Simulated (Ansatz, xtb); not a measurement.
## Relative energy of two isomers of C2H6O3Si

Structure a is `CO[SiH2]OC=O`, a singlet and structure b is `CC(=O)O[SiH2]O`, a singlet. Both are isolated molecules in the gas phase, relaxed with PBE0-D3(BJ)/def2-SVP, each in the lowest conformer that the search found.

a (Å):

```json
{"atom": "C", "x (Å)": "-0.3293", "y (Å)": "-2.4002", "z (Å)": "0.9279"}
{"atom": "C", "x (Å)": "0.7816", "y (Å)": "1.8067", "z (Å)": "-0.4990"}
{"atom": "O", "x (Å)": "0.0674", "y (Å)": "-2.0390", "z (Å)": "-0.3690"}
{"atom": "O", "x (Å)": "0.7549", "y (Å)": "0.5366", "z (Å)": "-0.1189"}
{"atom": "O", "x (Å)": "0.2081", "y (Å)": "2.2317", "z (Å)": "-1.4646"}
{"atom": "Si", "x (Å)": "-0.1711", "y (Å)": "-0.5680", "z (Å)": "-1.0645"}
{"atom": "H", "x (Å)": "-1.3904", "y (Å)": "-2.1562", "z (Å)": "1.1196"}
{"atom": "H", "x (Å)": "-0.2023", "y (Å)": "-3.4865", "z (Å)": "1.0448"}
{"atom": "H", "x (Å)": "0.2852", "y (Å)": "-1.8947", "z (Å)": "1.6924"}
{"atom": "H", "x (Å)": "0.3709", "y (Å)": "-0.6441", "z (Å)": "-2.4367"}
{"atom": "H", "x (Å)": "-1.5949", "y (Å)": "-0.1495", "z (Å)": "-0.9701"}
{"atom": "H", "x (Å)": "1.3997", "y (Å)": "2.4260", "z (Å)": "0.1846"}
```

b (Å):

```xyz
12

C    -0.3831   -2.8329    0.4678
C    -1.2335   -1.9115   -0.3481
O    -2.2643   -1.4014    0.0312
O    -0.7477   -1.6888   -1.5706
O    -3.1994   -0.9642   -2.6534
Si   -1.6054   -0.5631   -2.5517
H     0.6200   -2.3971    0.5856
H    -0.8417   -3.0003    1.4481
H    -0.2583   -3.7863   -0.0660
H    -1.3532    0.7777   -1.9609
H    -1.0024   -0.7137   -3.8937
H    -3.6024   -1.0205   -1.7759
```

Quicker runs give these differences E(b) − E(a): GFN2-xTB −14.9 kcal/mol; HF/STO-3G −9.2 kcal/mol (at GFN2-xTB geometries); r2SCAN-D4/def2-SVP −21.9 kcal/mol (at GFN2-xTB geometries).

Task: Estimate E(b) − E(a) at the level CCSD(T)/def2-SVP + ΔMP2/def2-TZVPP.

Result: Calculated at CCSD(T)/def2-SVP + ΔMP2/def2-TZVPP: E(b) − E(a) = −22.3 kcal/mol, so structure b lies lower.

The same difference at several levels:

| level | geometry | E(b) − E(a) (kcal/mol) | departure from the last row (kcal/mol) | job, with rough time for the two |
| --- | --- | --- | --- | --- |
| GFN2-xTB | GFN2-xTB | −14.9 | +7.4 | optimisation, 0.45 s |
| HF/STO-3G | GFN2-xTB | −9.2 | +13.2 | single point, 0.82 s |
| r2SCAN-D4/def2-SVP | GFN2-xTB | −21.9 | +0.4 | single point, 4.8 s |
| PBE0-D3(BJ)/def2-SVP | PBE0-D3(BJ)/def2-SVP | −22.0 | +0.3 | optimisation, 3.1 min |
| HF/def2-SVP | PBE0-D3(BJ)/def2-SVP | −19.7 | +2.6 | part of the CCSD(T) run |
| MP2/def2-SVP | PBE0-D3(BJ)/def2-SVP | −22.6 | −0.2 | part of the CCSD(T) run |
| CCSD(T)/def2-SVP | PBE0-D3(BJ)/def2-SVP | −21.2 | +1.1 | single point |
| CCSD(T)/def2-SVP + ΔMP2/def2-TZVPP | PBE0-D3(BJ)/def2-SVP | −22.3 |  | single point, 69 s |

As drawn, b has 1 C–C, 1 O–H in place of 1 C–O, 1 C–H.

The levels shown agree on the order. The largest departure from CCSD(T)/def2-SVP + ΔMP2/def2-TZVPP is that of HF/STO-3G, 13.2 kcal/mol. The last row adds to CCSD(T) the change of the MP2 difference between the two basis sets, here −1.1 kcal/mol.

With thermal terms from frequencies at re-optimised GFN2-xTB minima (ideal gas, soft modes damped towards free rotors, one conformer each, 298.15 K, 1 atm): the zero-point term adds −0.3 kcal/mol; ΔH is −22.8 and ΔG −22.2 kcal/mol.

The correlated steps freeze 10 core orbitals. Run with Ansatz 0.2.0, xtb 6.7.1; the last row on 2 threads of Intel(R) Xeon(R) Processor @ 2.70GHz on a shared host.

Structure b, the acetoxysilanol, lies 22.3 kcal/mol below the methoxysilyl formate a. Both isomers keep two Si–O and two Si–H bonds, so the preference comes mainly from the organic part: a C–O and a C–H bond give way to a C–C and a strong, polar O–H bond. Moving the methyl group from the ether oxygen to the carbonyl carbon also helps, since an alkyl group stabilises the electron-poor carbonyl by donation and hyperconjugation. The same factors favour acetic acid over methyl formate. In b the silanol hydrogen leans towards the carbonyl oxygen, but the contact is long and strongly bent, so it probably adds only a little.

Hartree–Fock in the split-valence basis already recovers most of the gap, which is therefore not chiefly a correlation effect. The much smaller STO-3G value probably reflects a minimal basis too rigid to describe the differing bond polarities evenly. The free energy keeps the same order, but this thermodynamic preference says nothing about how readily a would rearrange to b.
